**Question: cheap methods for GaAs disagree widely. How do I tell which numbers are broken?**

I ran zinc-blende GaAs through everything from a force field to r2SCAN. Gaps go from 0.4 to 5.3 eV and bulk moduli from 13.5 to 116 GPa. Some rows look fine in one column and absurd in the next. Can I recognise the failures from the numbers themselves, and why do they happen?

Zinc-blende GaAs by methods from a force field to r2SCAN, without spin polarisation or spin-orbit coupling. Gaps and times are for single points on the r2SCAN-relaxed cell, volumes from each method's own relaxation or energy curve, moduli at fixed cell shape. Plane-wave k meshes are 8×8×8 for PBE and r2SCAN, 6×6×6 for GLLB-SC and 4×4×4 for the coarse PBE run.

```csv
name,kind,band gap (eV),volume per atom (Å³),bulk modulus (GPa),atoms computed,"rough processor time, order of size (s)"
GaAs.bop.table,force field,n/a,22.714,75.10,2,0.2
PBE coarse-settings,low cutoff and mesh,0.399,n/a,n/a,2,1
PBE,semilocal,0.466,23.696,58.80,2,3
r2SCAN,semilocal,0.962,22.739,72.70,2,6
GLLB-SC,model potential,0.988,n/a,n/a,2,7
PBE sz-orbitals,small basis,0.443,n/a,n/a,2,7
GFN1-xTB tblite,tight binding,0.586,25.215,13.50,64,10
GFN2-xTB tblite,tight binding,2.667,n/a,n/a,64,10
PBE SZV,small basis,0.726,24.773,59.50,2,10
PM6,semi-empirical,2.461,n/a,n/a,64,10
PM7,semi-empirical,5.315,22.495,115.90,64,10
PBE DZVP,small basis,0.449,24.079,56.80,2,40
```

**Answer**

The measured gap of GaAs is roughly 1.5 eV at low temperature and its modulus roughly 75 GPa (both rough, recalled values, which also contain zero-point and thermal effects that the runs leave out). The volumes your table holds stay within about a tenth of r2SCAN (five rows, GFN2 and PM6 among them, give none), while against the measured values the worst modulus misses by a factor of more than five and the worst gap by a factor of about four. Volume is the forgiving quantity, so a good volume is weak evidence for a method. The modulus can be tested against the volume by a short formula, and the gap by comparing methods of the same kind.

**Stiffness follows volume, if the method is only displaced**

Think of a single bond as an anharmonic spring, such as a Morse potential, with a small weight hung on it. The weight leaves the spring unchanged but moves the rest point outwards, where the spring is softer. A crystal whose method carries a small spurious pressure behaves the same way, with volume in place of length. The analogy holds for uniform compression only, and only while the error in energy is close to linear in volume; a method that has the wrong spring falls outside it.

Let V be the volume per atom and B = V·d²E/dV² the bulk modulus, and take r2SCAN as yardstick (V_ref, B_ref). Suppose a method has E(V) = E_ref(V) − pV, with p a constant error pressure. The linear term has no curvature, so the method's modulus is that of the reference curve, read at the displaced minimum. The Murnaghan assumption dB/dP = B′, a constant, together with dP = −B·d ln V, gives d ln B = −B′·d ln V, and so

B = B_ref·(V_ref/V)^B′.

With B′ about 4.5 (rough, recalled), each per cent of excess volume costs between four and five per cent in stiffness. For PBE the estimate runs:

ln(23.696/22.739) = 0.0412; exp(−4.5 × 0.0412) = 0.831; 72.7 × 0.831 = 60.4 GPa.

The table has 58.8 GPa, which is 2.6 % below this prediction, whereas the raw deficit against r2SCAN is 19 %. The exponent here was recalled and not adjusted to the row. A separate fit of the exponent to PBE and PBE DZVP alone, the DFT rows without a minimal basis, gives 4.6, though taken singly the two rows give 5.1 and 4.3, so they support no more than "roughly four to five".

The pressure of the PBE run gives a second check, only partly independent, since it leans on the same recalled B′. On the r2SCAN cell PBE sits at 2.77 GPa, so it is compressed, and carrying its modulus to that cell gives 58.8 + 4.5 × 2.77 = 71.3 GPa, about 2 % under r2SCAN. The numbers thus support the view that the softness of PBE is mostly its familiar overexpansion. The picture isn't exact: Murnaghan from PBE's own volume and modulus yields 2.66 GPa on that cell, a miss far above what rounding of the table allows. Matching the run would take B′ = 6.4, and with that value the carried modulus is about 77 GPa, some 5 % above r2SCAN, so the sign of the small remainder isn't fixed. The computed pressure also carries grid noise of unknown size, and these runs don't settle the cause.

**Rows with the wrong spring**

GFN1-xTB is expanded by 11 %, which would bring the modulus down to 46 GPa, yet it gives 13.5. PM7 has a volume within about 1 % of r2SCAN and a modulus 52 % above the prediction. In both, the curvature of the energy itself is wrong, and the volume column alone would have passed PM7. Both methods replace much of the short-range repulsion and bonding by terms fitted largely to molecules, and the curvature in a four-coordinated solid depends on how steeply those terms vary at 2.45 Å. That argument gives no sign, and the two rows, with the same 64 atoms computed, miss in opposite directions. Such large-cell runs also see few k points, and how much that adds to either miss isn't tested here.

PBE SZV is the deceptive case. Its 59.5 GPa nearly equals plane-wave PBE, but at a volume 9 % above r2SCAN, where the formula asks for 49 GPa. The agreement is a cancellation between an overexpanded cell and a curve roughly 20 % too stiff for it, a figure that moves with the recalled B′ this far from the reference. My guess is that one fixed function per valence orbital can't contract as the crystal is squeezed, which inflates both volume and curvature; the larger DZVP basis returns to the line, though its volume still lies 1.6 % above plane-wave PBE, an offset that the line can't see. The basis may cause it, but that run also uses GTH pseudopotentials instead of PAW, a different split between core and valence electrons and a 5×5×5 k mesh, and these effects aren't separated here. The force field matches volume and modulus, but such potentials are fitted to a few measured properties of this kind, so the match is no test of anything else.

**The gap fails by class**

The true gap is the energy to remove an electron minus the energy gained on adding one. In Kohn-Sham theory it equals the gap between orbital levels plus a jump of the potential as the electron number passes an integer, the derivative discontinuity, which PBE lacks. Spin-orbit coupling is switched off here and would lower computed gaps by roughly 0.1 eV, so the fair target is about 1.6 eV. Against that, plane-wave PBE reaches about 0.3 of the target, and r2SCAN and GLLB-SC about 0.6.

The doubling from PBE (0.466 eV) to r2SCAN (0.962 eV) is no geometry effect, since both stand on one cell and both gaps are direct at Γ, the centre of the Brillouin zone. Theory argues that r2SCAN, whose potential depends on the orbitals, includes part of the jump in its levels. GLLB-SC lands close by a different route, adding a computed jump of 0.240 eV to an orbital gap of 0.748 eV, but with the 3d electrons left in the core and a coarser mesh, so the closeness is not like for like. The PBE value is even flattered by the compressed cell, because expansion narrows the direct gap of GaAs, by a few tenths of an eV on a rough recalled slope.

PM6 and PM7 report Hartree-Fock orbital gaps. There the added electron meets exchange that is not screened by the other electrons, which in a polarisable semiconductor pushes the gap up, and both rows do lie above the target. Yet they differ by 2.85 eV, and GFN2 exceeds GFN1 by 2.08 eV. When two versions of one scheme on the same cell differ by more than the measured gap, the choice of model terms and fitted parameters is deciding the answer, and GFN1's modest 0.586 eV earns no trust. All the two-atom DFT runs, in plane waves or local orbitals, have both band edges at Γ. For the 64-atom runs the edges aren't located and few k points are seen, so these large-cell gaps may lie between other states.

**Settings and cost**

Lowering cutoff and k mesh together moves the PBE gap by −0.067 eV and the pressure by 1.12 GPa, worth about 1.6 % in volume. This is numerical error, and the two changes can't be separated. Of the two minimal bases, sz-orbitals lies within about 0.02 eV of plane-wave PBE and SZV lies 0.26 eV above it, so the close one doesn't show that a minimal basis is converged.

Rough processor time doesn't order the errors in this table. Its rank correlation with the gap error is −0.22 over eleven rows, and with the modulus error +0.67 over seven, neither distinguishable from chance; with five rows sharing one rough time and cells of 2 and 64 atoms mixed, this is a weak test. The dearest row, PBE DZVP, still carries the error of its functional. For a new row on this crystal, check first whether B and V obey the power law against a converged DFT reference, then whether a sister method reproduces the gap. Disagreement exposes a failure, but agreement proves little: PBE and PBE DZVP agree closely in the gap and both are far too small. Row-by-row misfits, and a flatter bond-length law that misses PBE and DZVP by 15 to 17 % but comes closer for SZV, are in the output below.

The analysis program printed:

```
Gaps (eV): value, minus r2SCAN, ratio to rough 1.6 eV (recalled, no spin-orbit)
  PBE coarse-settings   0.399  -0.563   0.2
  PBE                   0.466  -0.496   0.3
  r2SCAN                0.962  +0.000   0.6
  GLLB-SC               0.988  +0.026   0.6
  PBE sz-orbitals       0.443  -0.519   0.3
  GFN1-xTB tblite       0.586  -0.376   0.4
  GFN2-xTB tblite       2.667  +1.705   1.7
  PBE SZV               0.726  -0.236   0.5
  PM6                   2.461  +1.499   1.5
  PM7                   5.315  +4.353   3.3
  PBE DZVP              0.449  -0.513   0.3
gap PBE coarse-settings - PBE: -0.067 eV, ratio 0.86
gap r2SCAN - PBE: +0.496 eV, ratio 2.06
gap PBE sz-orbitals - PBE: -0.023 eV, ratio 0.95
gap PBE SZV - PBE: +0.260 eV, ratio 1.56
gap PBE DZVP - PBE: -0.017 eV, ratio 0.96
gap GFN2-xTB tblite - GFN1-xTB tblite: +2.081 eV, ratio 4.55
gap PM7 - PM6: +2.854 eV, ratio 2.16
GLLB-SC: Kohn-Sham 0.748 + discontinuity 0.240 = 0.988 eV (share 24 %)
GLLB-SC Kohn-Sham part minus PBE +0.282, minus r2SCAN -0.214 eV
PBE gap shift on going to its own volume, rough recalled slope -8 eV: about -0.3 eV
Modulus: dV %, dB % (vs r2SCAN) | Murnaghan B'=4.5: GPa, misfit % | V^-7/6: GPa, misfit %
  GaAs.bop.table    -0.11   +3.3 |  73.1   +2.8 |  72.8   +3.2
  PBE               +4.21  -19.1 |  60.4   -2.6 |  69.3  -15.1
  GFN1-xTB tblite  +10.89  -81.4 |  45.7  -70.4 |  64.4  -79.1
  PBE SZV           +8.94  -18.2 |  49.4  +20.3 |  65.8   -9.6
  PM7               -1.07  +59.4 |  76.3  +51.9 |  73.6  +57.4
  PBE DZVP          +5.89  -21.9 |  56.2   +1.1 |  68.0  -16.5
exponent fitted to PBE and PBE DZVP through r2SCAN: 4.60
single-row exponents: PBE 5.1, PBE DZVP 4.3, PBE SZV 2.3, GFN1-xTB 16.3, PM7 43.2
largest misfits: GFN1-xTB tblite -70 %, PM7 +52 %, PBE SZV +20 %
rounding of the table: modulus 0.07 %, volume 0.002 %, gap 0.0005 eV
Pressure on the shared cell (GPa): run, Murnaghan from own V0 and B0, difference
  GaAs.bop.table   -0.083 -0.082 -0.001
  PBE              +2.774 +2.663 +0.111
  r2SCAN           +0.012 +0.000 +0.012
PBE: rounding moves this pressure by 0.005 GPa; B' needed to match the run 6.4
PBE modulus carried to the shared cell: 71.3 GPa, -1.9 % vs r2SCAN
coarse settings: pressure error +1.12 GPa, about 1.6 % in volume
B over rough recalled 75 GPa: GaAs.bop.table 1.00, PBE 0.78, r2SCAN 0.97, GFN1-xTB 0.18, PBE SZV 0.79, PM7 1.55, PBE DZVP 0.76
rank correlation, rough cost and gap error: -0.22 (p 0.52, 11 rows)
rank correlation, rough cost and modulus error: +0.67 (p 0.10, 7 rows)
```
